**Simple hexagonal silicon: how far does the attraction across a cut reach?**

A crystal is opened rigidly between two flat layers, and by 1.5 Å the pull between the faces is well past its peak. How much of the cost of separation is still to be paid at 2 and 3 Å, and how hard do the faces still pull? The crystal is a metallic high-pressure phase of silicon, so its energies and stresses should not be used for the ordinary diamond form.

Simple hexagonal silicon (P6/mmm, a = 2.608, c = 2.471 Å): a four-layer cell opened rigidly at one (001) plane, unrelaxed. Ansatz 0.2.0, plane-wave PAW, LDA, scalar-relativistic, no spin polarisation, cutoff 420 eV, k mesh 26×26×6, Gaussian smearing of 0.15 eV. Separation energies are free energies per area of cut, relative to zero opening.

```tsv
opening (Å)	separation energy (mJ/m²)	traction (GPa (slope of the separation energy))
-0.3	802	-70.20
-0.15	133	-23.08
0	0	2.33
0.25	298	17.77
0.5	775	19.14
0.75	1220	16.09
1	1573	12.24
1.5	2040	6.82
2	?	?
3	?	?
6	2516	0.01
```

The separation energy is the work done per area of cut, and the traction is its slope, the stress needed to hold the faces apart. At 6 Å the traction has practically vanished, so the 2516 mJ/m² there pays for two complete surfaces, about 1258 mJ/m² each. The atoms were not allowed to relax, which would lower this cost. The slab has only four layers, and its thickness was not tested. The LDA also ran on PAW datasets made for PBE, which adds some uncertainty to the absolute values.

Atoms face each other directly across the cut. The traction is already 2.33 GPa at zero opening, so the starting cell is slightly stretched along the normal. The stress tensor shows why: the layers are squeezed in their own plane, while the mean pressure is almost zero. The cell thus has the right volume for this method but is a little too tall for its width. This should alter the overall trend only a little, because the initial pull is small beside those that follow. At first the pull grows with opening, as in a stretched spring. But the bonding depends on electrons shared across the gap, and that sharing fades as the gap widens. The two tendencies give a maximum, which among the known rows lies at 0.5 Å with 19.14 GPa. This is an ideal stress for parting a whole plane at once; a real crack opens bond by bond under a much lower average load.

The universal binding-energy relation puts this picture into one curve,

$$E(d)=G\left[1-\left(1+\frac{d}{L}\right)e^{-d/L}\right],$$

where $E$ is the separation energy, $d$ the opening, $G$ the plateau at 6 Å and $L$ a length. Its steepest slope is $G/(eL)$, at $d=L$. The plateau and the largest known traction therefore fix $L$ at 0.48 Å, close to the opening where the traction peaks.

The curve gets the overall shape right, but its energy is about 10 % too low at 0.5 Å. Part of that gap is expected from the stretched start, since the curve begins with no pull at all. At 1.5 Å the curve pulls harder than the computed faces, 7.26 against 6.82 GPa, yet has slightly less energy left to pay. From there on its attraction must therefore die out faster than the computed one.

For the tail I therefore start from the row at 1.5 Å and ask what remains unpaid, $W=G-E$. Outside a surface the electron density falls off roughly exponentially, so the overlap of two such tails should do the same. That is an argument from theory; no electron density is available here to test it. The decay rate $k$ is the traction divided by $W$, and since 1 GPa equals 100 mJ/m² per Å,

$$W(1.5)=2516-2040=476\ \text{mJ/m}^2,\qquad k=\frac{682}{476}=1.43\ \text{per Å}.$$

Half an ångström further on,

$$W(2)=476\,e^{-1.43\times0.5}\approx233\ \text{mJ/m}^2,\qquad E(2)\approx2516-233=2283\ \text{mJ/m}^2.$$

The same rate gives the other values:

- **At 2 Å:** 2283 ± 30 mJ/m² and 3.3 ± 0.4 GPa.
- **At 3 Å:** 2461 ± 25 mJ/m² and 0.8 ± 0.3 GPa.

Both energies should lie below the universal curve, and at 3 Å the attraction should be weak but not gone. The ranges are judgements, guided by the distance to that curve and by a trial: the same step from 1 to 1.5 Å gave an energy 17 mJ/m² too low. The decay rate was still creeping upward in the known rows, so the true energies could again be somewhat higher than forecast.

The withheld rows as computed:

```tsv
opening (Å)	separation energy (mJ/m²)	traction (GPa (slope of the separation energy))
2	2289	3.47
3	2470	0.76
```

All four values fall within their ranges, and both energies lie below the universal curve. They are also higher than forecast, by about 6 mJ/m² at 2 Å and 9 mJ/m² at 3 Å. The second miss looks small beside the plateau, but only 46 mJ/m² was left to pay there, so the forecast overstated the remainder by about a fifth.

The cause of the misses is visible in the decay rate. It did not stay at 1.43 per Å but rose to 1.53 at 2 Å and 1.65 at 3 Å. At 2 Å the rate assumed was too low, and so was the forecast traction. At 3 Å an overstated remainder nearly cancelled an understated rate, which makes the traction forecast look better than its ingredients.

The universal curve errs the other way in energy, and at 3 Å by about as much; for the traction at 2 Å it was even the closer of the two. In energy, the computed tail thus runs between a fixed decay rate and the faster fading of the universal curve. Even 3 Å is not far enough to show a settled exponential. Beyond that, LDA lacks the long-range van der Waals attraction, so real faces should keep a weak pull where this calculation has almost none. The printed output after this page gives the universal curve row by row and the exponential forecasts at 2 and 3 Å.

The analysis program printed:

```
energy of each unrelaxed surface (mJ/m2): 1258
length L of the universal curve (angstrom): 0.4836
unpaid share of the plateau at 1.5 angstrom (percent): 18.92
decay rate at 0.75 angstrom (per angstrom): 1.242
decay rate at 1 angstrom (per angstrom): 1.298
decay rate at 1.5 angstrom (per angstrom): 1.433
trial from 1 to 1.5 angstrom, energy predicted less computed (mJ/m2): -16.79
trial from 1 to 1.5 angstrom, traction predicted less computed (GPa): -0.4237
forecast energy at 2 angstrom (mJ/m2): 2283
error bar of that energy (mJ/m2): 30
forecast traction at 2 angstrom (GPa): 3.332
error bar of that traction (GPa): 0.4
forecast energy at 3 angstrom (mJ/m2): 2461
error bar of that energy at 3 angstrom (mJ/m2): 25
forecast traction at 3 angstrom (GPa): 0.7951
error bar of that traction at 3 angstrom (GPa): 0.3
computed energy at 2 angstrom (mJ/m2): 2289
energy miss at 2 angstrom, forecast less computed (mJ/m2): -5.533
computed traction at 2 angstrom (GPa): 3.47
traction miss at 2 angstrom, forecast less computed (GPa): -0.1383
computed energy at 3 angstrom (mJ/m2): 2470
energy miss at 3 angstrom, forecast less computed (mJ/m2): -9.493
computed traction at 3 angstrom (GPa): 0.76
traction miss at 3 angstrom, forecast less computed (GPa): 0.03509
computed decay rate at 2 angstrom (per angstrom): 1.529
computed decay rate at 3 angstrom (per angstrom): 1.652
Universal curve and its misses:
    row  energy mJ/m2  energy miss  traction GPa  traction miss
   -0.3         739.8       -62.23        -60.02          10.18
  -0.15         149.2        16.23        -22.01          1.073
    0.0             0            0             0          -2.33
   0.25           240       -57.99         16.04         -1.731
    0.5         696.2       -78.76         19.13       -0.01078
   0.75          1155       -64.99         17.11          1.021
    1.0          1540       -33.07          13.6          1.365
    1.5          2052        11.93         7.257         0.4369
    2.0          2309        20.38         3.441       -0.02925
    3.0          2479        9.352        0.6526        -0.1074
    6.0          2516      -0.1379      0.002639      -0.007361
```
